\section*{How much does the charge of a small dust grain fluctuate?}

A grain in a plasma collects electrons and ions one at a time, so its charge performs a random walk about a mean. I will derive the width and the memory time of that walk, and then test the result where it looks weakest: an alumina grain of 20 nm diameter that carries about four electrons.

Conventions: temperatures are in eV, $Z$ is the charge number, and $N=-Z$ counts excess electrons. For a sphere of radius $a$ define
\begin{equation}
E_c=\frac{e^2}{4\pi\varepsilon_0 a}=\frac{1.44\ \mathrm{eV\,nm}}{a},\qquad
\gamma=\frac{E_c}{T_e},\qquad \tau=\frac{T_e}{T_i},\qquad \beta=\gamma\tau,\qquad z=\gamma N .
\end{equation}

\subsection*{Premises}

(i) Electrons and singly charged positive ions are isotropic Maxwellians, and their densities and temperatures do not respond to the charge of one grain. (ii) Orbits near the grain are collisionless and feel only the monopole energy $\pm NE_c\,a/r$; this is orbital-motion-limited (OML) collection. (iii) Every particle that hits the grain sticks, and nothing is emitted. (iv) Arrivals are independent and instantaneous, so $N$ is a Markov process with steps $\pm1$.

\subsection*{Step 1: the rates}

Conservation of energy and angular momentum for the grazing orbit gives the cross-section $\pi a^2(1-U/E)$ for $E>U$, with $U$ the potential energy at the surface. In a Maxwellian flux the reduced energy $\epsilon=E/T$ has the weight $\epsilon e^{-\epsilon}d\epsilon$, and the flux on an uncharged sphere is $k_s=\sqrt{8\pi}\,a^2n_sv_s$ with $v_s=\sqrt{T_s/m_s}$. For $N\ge0$,
\begin{align}
W_+(N)&=k_e\int_z^\infty(\epsilon-z)e^{-\epsilon}d\epsilon=k_e\,e^{-\gamma N},\label{eq:we}\\
W_-(N)&=k_i\int_0^\infty(\epsilon+z\tau)e^{-\epsilon}d\epsilon=k_i\,(1+\beta N).\label{eq:wi}
\end{align}
$W_+$ adds an electron and $W_-$ removes one. For a positive grain the roles swap: $W_+=k_e(1+\gamma|N|)$ and $W_-=k_ie^{-\beta|N|}$. Both rates are continuous in value and slope at $N=0$; only their curvature jumps, as the linear and exponential forms change places.

\subsection*{Step 2: master equation and its Fokker--Planck limit}

By premise (iv), probability flows only between neighbours:
\begin{equation}
\dot P_N=W_+(N-1)P_{N-1}+W_-(N+1)P_{N+1}-\left[W_+(N)+W_-(N)\right]P_N .
\label{eq:master}
\end{equation}
If $P$ spreads over many states, treat $N$ as continuous and write $f(N\pm1)=f\pm f'+\tfrac12f''\pm\dots$ for $f=W_\mp P$. With $A=W_+-W_-$ and $B=W_++W_-$,
\begin{equation}
\partial_tP=-\partial_N(AP)+\tfrac12\partial_N^2(BP)-\tfrac16\partial_N^3(AP)+\tfrac1{24}\partial_N^4(BP)-\dots
\label{eq:km}
\end{equation}
The drift vanishes at $N_0$, where both rates equal $I_0$:
\begin{equation}
\frac{n_e}{n_i}\sqrt{\frac{\tau m_i}{m_e}}\;e^{-z}=1+z\tau,\qquad z=\gamma N_0,\qquad I_0=k_i(1+z\tau).
\label{eq:balance}
\end{equation}
Put $x=N-N_0$, $A\simeq-\nu_{ch}x$ and $B\simeq2I_0$. From \eqref{eq:we} and \eqref{eq:wi}, $W_+'=-\gamma I_0$ and $W_-'=\beta k_i$, so
\begin{equation}
\nu_{ch}=-A'(N_0)=\gamma k_i\,(1+\tau+z\tau)=\frac{a\,\omega_{pi}^2}{\sqrt{2\pi}\,v_i}\left(1+\frac1\tau+z\right),
\label{eq:nu}
\end{equation}
with $\omega_{pi}^2=n_ie^2/\varepsilon_0m_i$. What remains is
\begin{equation}
\partial_tP=\nu_{ch}\,\partial_x(xP)+I_0\,\partial_x^2P .
\label{eq:ou}
\end{equation}

The dropped terms can be sized. Let $\sigma$ be the width, so $x\sim\sigma$ and $\partial_x\sim1/\sigma$. The two kept terms balance when $I_0\sim\nu_{ch}\sigma^2$, and each is of order $\nu_{ch}P$. The third- and fourth-derivative terms of \eqref{eq:km} are then smaller by $\sigma^{-2}$. The slope of $B$ obeys $|B'|=|\beta k_i-\gamma I_0|<\nu_{ch}$ and contributes at relative order $\sigma^{-1}$ at most. The curvature $A''=\gamma^2I_0$ contributes at relative order $\gamma^2\sigma^3$, which is below $\sigma^{-1}$ because $\nu_{ch}>\gamma I_0$ means $\gamma\sigma^2<1$. The two terms of order $\sigma^{-1}$ have the opposite parity in $x$ to the kept ones, so in first order they skew and shift the distribution without changing its variance.

\subsection*{Step 3: variance}

In the steady state the probability current $-\nu_{ch}xP-I_0\partial_xP$ is constant, and it is zero because $P$ vanishes at infinity. Integration gives a Gaussian $P\propto e^{-x^2/2\sigma_Z^2}$ with $\sigma_Z^2=I_0/\nu_{ch}$. Using $1/\gamma=|Z|/z$, with $|Z|=N_0$,
\begin{equation}
\boxed{\;\sigma_Z^2=\frac{|Z|}{z}\,\frac{1+z\tau}{1+\tau+z\tau}=\frac{|Z|+1/\beta}{1+1/\tau+z}\;}
\label{eq:var}
\end{equation}
The short form $\sigma_Z^2\simeq|Z|/(1+z)$ needs two conditions, $\tau\gg1$ and $z\tau\gg1$; the second is $|Z|\gg1/\beta$. Since both rates equal $I_0$ at $N_0$, the result can be written for any smooth one-step rates as
\begin{equation}
\frac1{\sigma_Z^2}=\frac{d}{dN}\ln\frac{W_-}{W_+}\Big|_{N_0},\qquad\text{here}\quad \gamma+\frac{1}{N_0+1/\beta}.
\label{eq:log}
\end{equation}
A Fokker--Planck treatment of this problem was given by Matsoukas and Russell in the 1990s.

\emph{Question: The densities and the ion mass have disappeared. Where did they go?}

Into $z$, through \eqref{eq:balance}. By \eqref{eq:log}, a constant factor on either rate drops out once the mean is fixed. That covers $n_e/n_i$, the mass ratio and an energy-independent sticking probability.

\subsection*{Step 4: autocorrelation}

Multiply \eqref{eq:ou} by $x$ and integrate by parts. The diffusion term gives zero and $d\langle x\rangle/dt=-\nu_{ch}\langle x\rangle$, so a grain found at $x_0$ has the conditional mean $x_0e^{-\nu_{ch}t}$. Multiplying by $x_0$ and averaging over the stationary Gaussian,
\begin{equation}
\langle\delta Z(0)\,\delta Z(t)\rangle=\sigma_Z^2\,e^{-\nu_{ch}|t|}.
\label{eq:corr}
\end{equation}

\emph{Question: Your expansion parameter is $1/\sigma$, and with four electrons $\sigma$ is about two. Why trust any of this?}

Because the variance has a second derivation that needs no continuum. Multiply \eqref{eq:master} by $N$ or $N^2$ and shift the summation index. Using $(N\pm1)^2-N^2=\pm2N+1$,
\begin{equation}
\frac{d\langle N\rangle}{dt}=\langle A\rangle,\qquad
\frac{d\,\mathrm{var}N}{dt}=2\,\mathrm{cov}(N,A)+\langle B\rangle .
\label{eq:mom}
\end{equation}
If both rates are linear in $N$ over the occupied states, then $\langle N\rangle=N_0$, $\mathrm{cov}(N,A)=-\nu_{ch}\mathrm{var}N$ and $\langle B\rangle=2I_0$, so \eqref{eq:var} and \eqref{eq:corr} hold exactly. The ion rate is linear for $N\ge0$. The electron rate is nearly linear when $\gamma\sigma\ll1$. The variance and the decay rate therefore need only $\gamma\sigma\ll1$ and little weight at $N<0$. The Gaussian shape needs more.

The exact shape follows from \eqref{eq:master}: the net flow across each link vanishes in the steady state of a one-dimensional chain, $W_+(N)P_N=W_-(N+1)P_{N+1}$. With $r=k_e/k_i$ and $N\ge0$,
\begin{equation}
\frac{P_N}{P_0}=\prod_{m=0}^{N-1}\frac{r\,e^{-\gamma m}}{1+\beta(m+1)}
=\left(\frac r\beta\right)^{N}\frac{\Gamma(1+1/\beta)}{\Gamma(N+1+1/\beta)}\,e^{-\gamma N(N-1)/2}.
\label{eq:exact}
\end{equation}
For $\gamma\to0$, $\beta\to\infty$ at fixed $r/\beta$ this is a Poisson law, with variance equal to the mean, as \eqref{eq:var} gives at $z\to0$. Since $d\ln P/dN\simeq\ln(W_+/W_-)$, the cubic term of $\ln P$ is $cx^3/6$ with $c=(N_0+1/\beta)^{-2}$. To first order the third cumulant is $c\sigma_Z^6$, so the skewness of $N$ is $\sigma_Z^3/(N_0+1/\beta)^2$.

\subsection*{The 20 nm grain}

The inputs are illustrative: $a=10$ nm, nitrogen at 10 Pa with N$_2^+$ ions of 28.0 u, $T_e=3$ eV, $T_i=0.03$ eV, $n_i=10^{10}$ cm$^{-3}$. Then $E_c=0.144$ eV, $\gamma=0.048$, $\tau=100$, $\beta=4.8$ and $\sqrt{\tau m_i/m_e}=2259$.

An isolated grain with $n_e=n_i$ has $z=2.29$ from \eqref{eq:balance}, so $N_0\approx48$, $\sigma_Z=3.81=0.55\sqrt{N_0}$, and the relative fluctuation is 0.080. In a dense cloud the grains hold most of the negative charge. I choose the depletion so that $N_0=4$. Then $z=0.192$, $1+z\tau=20.2$, $r=20.2\,e^{0.192}=24.48$ and $n_e/n_i=0.0108$. Quasineutrality, $n_i=n_e+n_d\langle N\rangle$, requires $n_d=2.5\times10^9$ cm$^{-3}$.

Equation \eqref{eq:var} gives $\sigma_Z^2=4.208/1.202=3.50$, or $\sigma_Z=1.87=0.94\sqrt{N_0}$, a relative fluctuation of 0.47. The short form gives 3.36, which is 4\% lower. With $v_i=322$ m/s, $k_i=1.61\times10^3$ s$^{-1}$, $I_0=3.26\times10^4$ s$^{-1}$ and $\nu_{ch}=5.77k_i=9.3\times10^3$ s$^{-1}$, a memory time of 0.11 ms.

Now the exact solution of the same model, from \eqref{eq:exact} continued to positive charge with the rates of Step 1. The last row is the Gaussian density at the integers.
\begin{center}
\begin{tabular}{lcccccc}
$N$ & $-1$ & 0 & 2 & 4 & 6 & 8\\ \hline
exact & 0.0006 & 0.0149 & 0.1380 & 0.2090 & 0.1091 & 0.0257\\
Gaussian & 0.0060 & 0.0217 & 0.1204 & 0.2132 & 0.1204 & 0.0217
\end{tabular}
\end{center}
The exact mean is 4.01 and the exact variance 3.52, which is 0.6\% above \eqref{eq:var}. The skewness is 0.37, as the first-order estimate gives. The exact initial decay rate of the correlation is $\langle B\rangle/(2\,\mathrm{var}N)=\langle W_-\rangle/\mathrm{var}N=5.75k_i$, and the slowest non-zero eigenvalue of the rate matrix is also $5.75k_i$ to these figures, so the decay is a single exponential in practice. The tails are where the Gaussian fails. The probability of $N\le0$ is 0.015, whereas the Gaussian weight below $N=1/2$ is 0.031. For coagulation, or for grains slipping through the sheath onto a wafer, use \eqref{eq:exact}.

\emph{Question: The mathematics is good to a per cent. Are the rates?}

No, and the weak premise is (ii). An approaching ion polarises the grain. For a conducting sphere, with $\xi=r'/a$ the reduced distance and energies in units of $E_c$, the ion energy is $-N/\xi-1/[2\xi^2(\xi^2-1)]$. An orbit of energy $\epsilon_c$ is captured if it has no turning point outside the grain, so the limiting impact parameter is
\begin{equation}
\frac{b^2}{a^2}=\min_{\xi>1}\left[\xi^2+\frac{N\xi}{\epsilon_c}+\frac{1}{2\epsilon_c(\xi^2-1)}\right].
\label{eq:image}
\end{equation}
For cold ions ($\beta N\gg1$) the first term drops, and $W_-\propto g(N)=\min[N\xi+1/(2(\xi^2-1))]$ in place of $N$. The minimum lies at $N=\xi/(\xi^2-1)^2$, and $dg/dN=\xi$. For $N=4$, $\xi=1.25$ and $g/N=1.47$. The ion term of \eqref{eq:log} falls from its cold-ion value $1/N=0.25$ to $\xi/g=0.212$, which raises $\sigma_Z^2$ at fixed mean by 15\%. The electron barrier $\max[N/\xi-1/(2\xi^2(\xi^2-1))]$ peaks at $\xi=1.29$, but most electrons pass far above it. For them \eqref{eq:image} holds with $N\to-N$ and $\epsilon_c=\epsilon/\gamma$, and the minimum lies at a radius $\xi(\epsilon)$ near 1.1. With both integrals taken over energies above the barrier, $-d\ln W_+/dN=\gamma\int\xi(\epsilon)e^{-\epsilon}d\epsilon\big/\int\epsilon e^{-\epsilon}(b^2/a^2)d\epsilon=0.048\times0.97/1.07$, so the electron term drops from 0.048 to 0.043 and the total rise is about 17\%. This rivals the whole correction $z=0.192$ in the denominator of \eqref{eq:var}. The rate $\nu_{ch}=I_0/\sigma_Z^2$ rises by about 1.3 from the ion terms. For a neutral grain \eqref{eq:image} gives $1+\sqrt{2/\epsilon_c}$, with thermal average $1+\sqrt{\pi\beta/2}=3.7$, so the entries at $N\le0$ are too low. Alumina, with a typical permittivity $\varepsilon\approx10$, polarises somewhat less than a conductor; near the surface the image energy carries the factor $(\varepsilon-1)/(\varepsilon+1)=0.82$.

\emph{Question: On an insulator the four electrons sit at four spots. Is there a surface potential at all?}

The monopole is fixed by Gauss's law wherever they sit. Random sites give a dipole of rms size $\sqrt N\,ea$, which the dielectric reduces by $3/(\varepsilon+2)$. Relative to the monopole potential at the surface this is $3/[(\varepsilon+2)\sqrt N]\approx0.1$, and its first-order effect vanishes on averaging over directions.

\emph{Question: Collisions, neighbours, emission?}

The ion capture radius is $R_0=\beta N_0a=0.19\ \mu$m, against a grain spacing $n_d^{-1/3}=7.4\ \mu$m and an ion Debye length of 13 $\mu$m, so screening and neighbours matter little. Ions that collide inside $R_0$ add roughly $(4\pi/3)R_0^3n_i\bar v_i/\ell_i$ to the OML current $\pi aR_0n_i\bar v_i$, where $\bar v_i$ is the mean speed. The ratio is $4R_0^2/3a\ell_i$. A typical cross-section of $10^{-14}$ cm$^2$ in gas at 0.03 eV gives $\ell_i=0.48$ mm and a ratio of 0.01.

Emission is less certain. With a typical attempt frequency of $10^{13}$ s$^{-1}$, thermal detachment matches $I_0$ when the escape barrier is $(0.03\ \mathrm{eV})\ln(10^{13}\,\mathrm{s}^{-1}/I_0)=0.59$ eV. The planar Schottky lowering, $E_c\sqrt N$, is 0.41 eV at $N=8$. Electrons must therefore be bound by more than about 1.0 eV, and typical binding energies of excess electrons in alumina, roughly 1 to 2 eV, leave the lower end marginal. For scale: removing all states above $N=7$, which hold 4\% of the weight, lowers the variance to 2.8. Photoemission adds a nearly constant term to $W_-$ and fits into \eqref{eq:log}. An ion that ejects an electron makes a double step and leaves the one-step scheme. A non-Maxwellian electron distribution, common in nitrogen, changes only the term 0.048 out of the 0.286 in \eqref{eq:log}.

\subsection*{Range of validity}

The Gaussian shape needs $\sigma_Z\gg1$, which implies $\gamma\ll1$, and $N_0$ several $\sigma_Z$ above zero, where the rates change form. Equations \eqref{eq:var} and \eqref{eq:corr} need less: $\gamma\sigma_Z\ll1$ (here 0.09) and small weight on positive charge. The short form needs $\tau\gg1$ and $z\tau\gg1$. The OML rates need $R_0$ small against the Debye length and the grain spacing, $R_0^2\ll a\ell_i$, ion drift below $v_i$, no emission, and a plasma that is steady over $1/\nu_{ch}$. The image correction to the ion rate falls off only as $N_0^{-1/2}$.

For the 20 nm grain with four electrons the OML model gives $\sigma_Z\approx1.9$ and a memory time of about 0.1 ms. These are the model's numbers for assumed inputs, not properties of alumina. By the conducting-sphere estimate, polarisation would raise $\sigma_Z^2$ by up to about 17\% and $\nu_{ch}$ by a factor near 1.3, while detachment from shallow sites would narrow the distribution.